## Linear electric-field invariant of a $\Gamma_8$ level at a tetrahedral site

### Premises and conventions

A group-III acceptor on a substitutional site of silicon has site symmetry $T_d$, although the crystal class is $O_h$. Its ground level is a fourfold $\Gamma_8$ level. The derivation rests on four premises.

1. The level is isolated, so that weak static perturbations act through a Hermitian $4\times4$ matrix $H(\mathbf E,\varepsilon)$, a power series in the macroscopic field $\mathbf E$ inside the crystal and in the strain tensor $\varepsilon$.
2. Applying a site operation $g$ to the states and to the perturbations together changes nothing: $D(g)H(\mathbf E,\varepsilon)D(g)^{-1}=H(g\mathbf E,g\varepsilon g^{T})$.
3. Field and strain are even under time reversal $T$ and no magnetic field is present, so $THT^{-1}=H$.
4. The centre binds one hole, so $T^2=-1$.

The axes $x,y,z$ are the cube axes. $J_x,J_y,J_z$ are the dimensionless matrices of $J=3/2$ in the order $m=\tfrac32,\tfrac12,-\tfrac12,-\tfrac32$ with the standard phases. The symmetrised product is $\{A,B\}=\tfrac12(AB+BA)$. Energies are hole energies, and $\varepsilon_{xy}$ is the tensor component, half the engineering shear.

### Transformation of the matrices

Each $g\in T_d$ is $g=(\det g)\,\tilde g$ with $\tilde g$ a proper rotation. The double group of $T_d$ has a single four-dimensional irreducible representation. We choose the basis that transforms like the Luttinger valence-band basis, built from orbitals that go like $x,y,z$ about the site and from the spin. The orbitals transform with $g$ and the spin with $\tilde g$, so $D(g)=(\det g)\,D^{3/2}(\tilde g)$. The sign drops out of any conjugation, and
$$D(g)\,(\mathbf n\cdot\mathbf J)\,D(g)^{-1}=(\tilde g\,\mathbf n)\cdot\mathbf J .$$
Thus $\mathbf J$ is an axial vector. A product $\{J_i,J_j\}$ carries $(\det g)^2=1$ and transforms like $x_ix_j$ under $g$ itself.

Time reversal commutes with the spatial operations, and Schur's lemma then fixes it up to a phase as $T=e^{-i\pi J_y}K$, with $K$ complex conjugation. Hence $T\mathbf JT^{-1}=-\mathbf J$, and $\{J_i,J_j\}$ is time even.

### The time-even matrices

Define
$$\Gamma_1=\tfrac{2}{\sqrt3}\{J_y,J_z\},\quad \Gamma_2=\tfrac{2}{\sqrt3}\{J_z,J_x\},\quad \Gamma_3=\tfrac{2}{\sqrt3}\{J_x,J_y\},\quad \Gamma_4=\tfrac{1}{\sqrt3}(J_x^2-J_y^2),\quad \Gamma_5=J_z^2-\tfrac54 .$$
To evaluate them, write the four-dimensional space as a product: Pauli matrices $\tau$ act on the pair index, $(\tfrac32,\tfrac12)$ against $(-\tfrac12,-\tfrac32)$, and Pauli matrices $\sigma$ act inside each pair. The elements of $J_+=J_x+iJ_y$ are $\sqrt3,\,2,\,\sqrt3$ along the first superdiagonal.

- $\Gamma_5=\mathrm{diag}(1,-1,-1,1)=\tau_z\sigma_z$.
- $J_+^2$ has the two elements $\langle\tfrac32|J_+^2|{-\tfrac12}\rangle=\langle\tfrac12|J_+^2|{-\tfrac32}\rangle=2\sqrt3$. Since $J_x^2-J_y^2=\tfrac12(J_+^2+J_-^2)$ and $2\{J_x,J_y\}=(J_+^2-J_-^2)/2i$, we get $\Gamma_4=\tau_x$ and $\Gamma_3=\tau_y$.
- $\langle m|2\{J_z,J_i\}|m'\rangle=(m+m')\langle m|J_i|m'\rangle$. The factor $m+m'$ is $2,\,0,\,-2$ for the three neighbouring pairs, which gives $\Gamma_2=\tau_z\sigma_x$ and $\Gamma_1=\tau_z\sigma_y$.

The Pauli algebra now yields
$$\Gamma_a\Gamma_b+\Gamma_b\Gamma_a=2\delta_{ab}\,\mathbb 1,\qquad a,b=1,\dots,5 .$$
The ten Hermitian products $i\Gamma_a\Gamma_b$ with $a<b$ are, up to sign, $\sigma_i$, $\tau_z$, $\tau_x\sigma_i$ and $\tau_y\sigma_i$. Together with $\mathbb 1$ and the five $\Gamma_a$ they exhaust the sixteen products of a $\tau$ matrix and a $\sigma$ matrix, unit matrices included, and so span all Hermitian $4\times4$ matrices over the real numbers. Because $T$ is antilinear and leaves each $\Gamma_a$ unchanged, it reverses $i\Gamma_a\Gamma_b$. Premise 3 therefore leaves
$$H=d_0\,\mathbb 1+\sum_{a=1}^5 d_a\Gamma_a ,\qquad d_0,\,d_a\ \text{real}.$$
Squaring the traceless part gives $(\mathbf d\cdot\boldsymbol\Gamma)^2=|\mathbf d|^2\,\mathbb 1$, so its eigenvalues are $\pm|\mathbf d|$, and the vanishing trace forces two of each:
$$\mathcal E_\pm=d_0\pm|\mathbf d| .$$
The two doublets are the Kramers pairs demanded by premise 4.

### The linear invariant

The six even matrices are spanned by the six products $\{J_j,J_k\}$, the unit matrix being contained through $J_x^2+J_y^2+J_z^2=\tfrac{15}{4}$. The most general term linear in the field is thus
$$H_1=\sum_{ijk}t_{ijk}\,E_i\{J_j,J_k\},\qquad t_{ijk}=t_{ikj},$$
and premise 2 requires $t$ to be a polar third-rank tensor invariant under $T_d$.

*Twofold axes.* The rotation by $\pi$ about $x$ reverses $y$ and $z$, so a component survives only if the number of indices equal to $y$ or $z$ is even. With three indices, the number $n_x$ equal to $x$ must be odd. The other two axes make $n_y$ and $n_z$ odd as well, and $n_x+n_y+n_z=3$ leaves $n_x=n_y=n_z=1$. The surviving terms are $E_x\Gamma_1$, $E_y\Gamma_2$ and $E_z\Gamma_3$.

*Threefold axis.* The rotation about $[111]$ permutes $x\to y\to z$ and makes the three coefficients equal.

*Mirror.* The reflection $x\leftrightarrow y$ exchanges $E_x\Gamma_1$ with $E_y\Gamma_2$ and leaves $E_z\Gamma_3$ alone, so it imposes nothing new. These operations generate $T_d$, and the result is
$$H_1=\frac{2p}{\sqrt3}\Big(E_x\{J_y,J_z\}+E_y\{J_z,J_x\}+E_z\{J_x,J_y\}\Big)=p\,(E_x\Gamma_1+E_y\Gamma_2+E_z\Gamma_3),$$
with one real constant $p$ in C m.

Characters confirm the count. For the classes $E,\,8C_3,\,3C_2,\,6S_4,\,6\sigma_d$ the polar vector ($T_2$) has $\chi_V=3,0,-1,-1,1$. The even matrices carry its symmetric square, $\chi_S(g)=\tfrac12[\chi_V(g)^2+\chi_V(g^2)]=6,0,2,0,2$, which reduces to $A_1+E+T_2$. The number of invariants is $\tfrac1{24}\sum_g\chi_V\chi_S=\tfrac1{24}(18-6+12)=1$. The sixteen matrices contain a second $T_2$ triplet, $\{J_x,J_y^2-J_z^2\}$ and cyclic. It is cubic in $\mathbf J$, hence time odd, and cannot pair with $\mathbf E$.

### Spectrum, eigenstates and meaning of $p$

Here $\mathbf d=p(E_x,E_y,E_z,0,0)$, so
$$\mathcal E_\pm=\pm p|\mathbf E|,\qquad \Delta=2|p|\,|\mathbf E| ,$$
for every direction of the field. The isotropy concerns the energies only. For $\mathbf E=E\hat z$, $H_1=pE\tau_y$, and the states of energy $\pm pE$ are $(|\tfrac32\rangle\pm i|{-\tfrac12}\rangle)/\sqrt2$ and $(|\tfrac12\rangle\pm i|{-\tfrac32}\rangle)/\sqrt2$. For $\mathbf E=E\mathbf n$ with $\mathbf n=(1,1,1)/\sqrt3$, expanding the square gives $(\mathbf n\cdot\mathbf J)^2=\tfrac54+(\Gamma_1+\Gamma_2+\Gamma_3)/\sqrt3$. Then $H_1=pE[(\mathbf n\cdot\mathbf J)^2-\tfrac54]$, and the doublets are $m=\pm\tfrac32$ at $+pE$ and $m=\pm\tfrac12$ at $-pE$, quantised along $[111]$.

Writing $H_1=-\boldsymbol\mu\cdot\mathbf E$ identifies the effective dipole matrix $\mu_z=-p\Gamma_3$, that is $\langle\tfrac32|\mu_z|{-\tfrac12}\rangle=ip$. Local-field factors and field-induced displacements of the impurity atom are absorbed in $p$. Symmetry does not fix its size. The envelope problem made of the Luttinger Hamiltonian and a Coulomb potential is invariant under $\mathbf r\to-\mathbf r$ and gives $p=0$. A nonzero value needs the parity-breaking short-range terms of the central cell, so $|p|/e$ is expected to lie far below the orbit radius and to depend on the species.

Inversion through a bond centre is a symmetry of the host. It carries an acceptor from one sublattice to the other, reverses $\mathbf E$, and leaves $\varepsilon$ and $\mathbf J$ unchanged. In fixed cube axes the two sublattices therefore have opposite $p$, while the constants of all terms even in $\mathbf E$ are equal.

### Inversion, quadratic terms and the five-vector

At an $O_h$ site inversion is represented by $\pm\mathbb 1$ on the level, so premise 2 gives $H(\mathbf E)=H(-\mathbf E)$ and $p=0$. The products $E_iE_j$ transform like $\varepsilon_{ij}$, as $A_1+E+T_2$ (all even in $O_h$). Pairing them with the even matrices gives $\tfrac1{24}\sum_g\chi_S^2=\tfrac1{24}(36+12+24)=3$ invariants, the same three in $T_d$ and $O_h$. Both sets take the Bir–Pikus form:
$$H_2=\alpha E^2+\beta\sum_i\big(J_i^2-\tfrac54\big)E_i^2+\frac{2\delta}{\sqrt3}\sum_{i<j}\{J_i,J_j\}E_iE_j ,$$
$$H_\varepsilon=a'\,\mathrm{tr}\,\varepsilon+b'\sum_i\big(J_i^2-\tfrac54\big)\varepsilon_{ii}+\frac{2d'}{\sqrt3}\sum_{i<j}\{J_i,J_j\}\varepsilon_{ij} .$$
The primes mark deformation potentials of the bound level, which differ from those of the band edge. From $J_x^2+J_y^2=\tfrac52-\Gamma_5$ and $J_x^2-J_y^2=\sqrt3\,\Gamma_4$ follows $J_{x}^2-\tfrac54=-\tfrac12\Gamma_5+\tfrac{\sqrt3}{2}\Gamma_4$, and the same with $-\tfrac{\sqrt3}{2}\Gamma_4$ for $y$. Any further static time-even perturbation, such as the strain or the electric field of nearby defects, also lies in the span of $\mathbb 1$ and $\Gamma_a$, and contributes components $r_a$. Collecting coefficients, with $u_i=\beta E_i^2+b'\varepsilon_{ii}$,
$$d_1=pE_x+\delta E_yE_z+d'\varepsilon_{yz}+r_1,\quad d_2=pE_y+\delta E_zE_x+d'\varepsilon_{zx}+r_2,\quad d_3=pE_z+\delta E_xE_y+d'\varepsilon_{xy}+r_3,$$
$$d_4=\tfrac{\sqrt3}{2}(u_x-u_y)+r_4,\qquad d_5=u_z-\tfrac12(u_x+u_y)+r_5 ,$$
and the splitting is $\Delta=2|\mathbf d|$. Perturbations add as vectors, not as splittings. Three consequences follow.

*Field alone.* Using $d_4^2+d_5^2=\sum_iu_i^2-\sum_{i<j}u_iu_j$,
$$|\mathbf d|^2=p^2E^2+6p\,\delta\,E_xE_yE_z+\beta^2E^4+(\delta^2-3\beta^2)\,(E_x^2E_y^2+E_y^2E_z^2+E_z^2E_x^2).$$
Along $[001]$, $|\mathbf d|=\sqrt{p^2E^2+\beta^2E^4}$. Along $[111]$, $|\mathbf d|=|pE+\delta E^2/\sqrt3|$ with $E$ the signed component. The leading anisotropy is the cubic cross term, which is odd in $\mathbf E$ and opposite on the two sublattices.

*Weak field on a level already split.* If strain or random terms give a vector $\mathbf d^{(0)}$ with $|\mathbf d^{(0)}|\gg|p|E$, expansion of the square root gives the first-order change $2p\,(E_xd^{(0)}_1+E_yd^{(0)}_2+E_zd^{(0)}_3)/|\mathbf d^{(0)}|$ of $\Delta$. If $\mathbf d^{(0)}$ has only components 4 and 5, this vanishes and $H_1$ raises $\Delta$ by $p^2E^2/|\mathbf d^{(0)}|$.

*Random terms.* For $\langle\mathbf r\rangle=0$ the cross term averages out and $\langle\Delta^2\rangle=4|\langle\mathbf d\rangle|^2+4\langle|\mathbf r|^2\rangle$. If $\mathbf d$ has a smooth density, nonzero at the origin, in $n$ dimensions, the volume of a thin shell makes the distribution of small splittings proportional to $\Delta^{n-1}$. The exponent is 4 when all five components fluctuate and 2 when only random fields acting through $p$ do.

### Range of validity

The five-vector form requires $|\mathbf d|$ to be small against the distance to the nearest other level, typically some meV or more, a static perturbation, and no magnetic field, since Zeeman terms occupy the ten odd matrices. Terms bilinear in $\mathbf E$ and $\varepsilon$ are odd in the field, need the $T_d$ asymmetry, and are of order $pE$ times the ratio of the strain energy to a level distance. If the level is coupled to lattice modes, the form survives as long as the vibronic ground level is an isolated $\Gamma_8$, and the constants are then renormalised ones. The state must remain bound, which excludes fields that ionise the acceptor.

The isotropic law $\pm p|\mathbf E|$ needs in addition that $H_2$ be small. For a ground level $H_2$ is a second-order sum over higher levels and is negative semidefinite. Its eigenvalues are $(\alpha\pm\beta)E^2$ along $[001]$ and $(\alpha\pm\delta/\sqrt3)E^2$ along $[111]$, so $|\beta|\le|\alpha|$ and $|\delta|/\sqrt3\le|\alpha|$. The scale of $|\alpha|$ is $\alpha_0=e^2\langle z^2\rangle/E_B$, from closure with the binding energy $E_B$ as denominator. For an envelope $e^{-r/a}$, $\langle z^2\rangle=a^2$, and for a hydrogenic state the exact value is $|\alpha|=\tfrac98\alpha_0$. With the decay length $a=\hbar/\sqrt{2m^*E_B}$ the linear regime is
$$E\ll E_c=\frac{|p|}{\alpha_0}=\frac{|p|\,E_B}{e^2a^2}.$$
The relative correction to $\Delta$ is at most of order $E/E_c$ along $[111]$ and $\tfrac12(E/E_c)^2$ along $[001]$. This $E_c$ is an order-of-magnitude estimate.

### Illustration: Al, Ga and In in silicon

The inputs are approximate values of $|p|$ (1 D $=3.336\times10^{-30}$ C m) and $E_B$, and the mass $m^*=m_e/\gamma_1$ with $\gamma_1\approx4.3$. The field is $E=10^4$ V/m.

| | $\lvert p\rvert$ (D) | $E_B$ (meV) | $\lvert p\rvert/e$ (pm) | $\Delta$ ($\mu$eV) | $\Delta/h$ (MHz) | $a$ (nm) | $E_c$ ($10^6$ V/m) | $E/E_c$ |
|---|---|---|---|---|---|---|---|---|
| Al | 0.8 | 69 | 17 | 0.33 | 81 | 1.5 | 0.5 | 0.02 |
| Ga | 0.6 | 73 | 12 | 0.25 | 60 | 1.5 | 0.4 | 0.02 |
| In | 0.9 | 156 | 19 | 0.37 | 91 | 1.0 | 3 | 0.004 |

The second digit of $\Delta$ is arithmetic on a one-digit $p$. The quadratic terms alter $\Delta$ by a few per cent at most. Taking about 4 meV as a typical small distance to the next level for In, the ratio $|p|E/(4\ \text{meV})$ is $5\times10^{-5}$, so premise 1 holds well.

Strain is the real competitor. For Ga take the typical shallow-acceptor values $b'\approx-1.4$ eV and $d'\approx-3.7$ eV, and $|p|E=0.125\ \mu$eV (one guard digit). The field is equivalent to a shear $|p|E/|d'|=3\times10^{-8}$. Let $\varepsilon_{xy}=5\times10^{-8}$ be the only strain component, so that $d'\varepsilon_{xy}=-0.185\ \mu$eV and $\Delta=0.37\ \mu$eV at zero field. A field along $z$ enters the same component $d_3$, and $\Delta=2|{\pm0.125}-0.185|\ \mu$eV is $0.12\ \mu$eV on one sublattice and $0.62\ \mu$eV on the other. A field along $x$ enters $d_1$, and $\Delta=2\sqrt{0.125^2+0.185^2}\ \mu\text{eV}=0.45\ \mu$eV on both.

A tetragonal strain with $\varepsilon_{zz}-\tfrac12(\varepsilon_{xx}+\varepsilon_{yy})=10^{-6}$, $\varepsilon_{xx}=\varepsilon_{yy}$ and no shear gives $d_5=-1.4\ \mu$eV and $\Delta=2.8\ \mu$eV. The linear invariant then adds only $p^2E^2/|d_5|=0.011\ \mu$eV. For a field along $z$ the term $\beta E^2$ enters $d_5$ directly and shifts $\Delta$ by $2|\beta|E^2$, which may be as large as about $2\alpha_0E^2=0.006\ \mu$eV. Both shifts scale as $E^2$, so in this geometry $p$ cannot be separated from $\beta$ by the field dependence. For a field along $[111]$ the $\beta$ term cancels from $d_4$ and $d_5$, and the shift of $0.011\ \mu$eV belongs to $p$, up to the few per cent from $\delta$.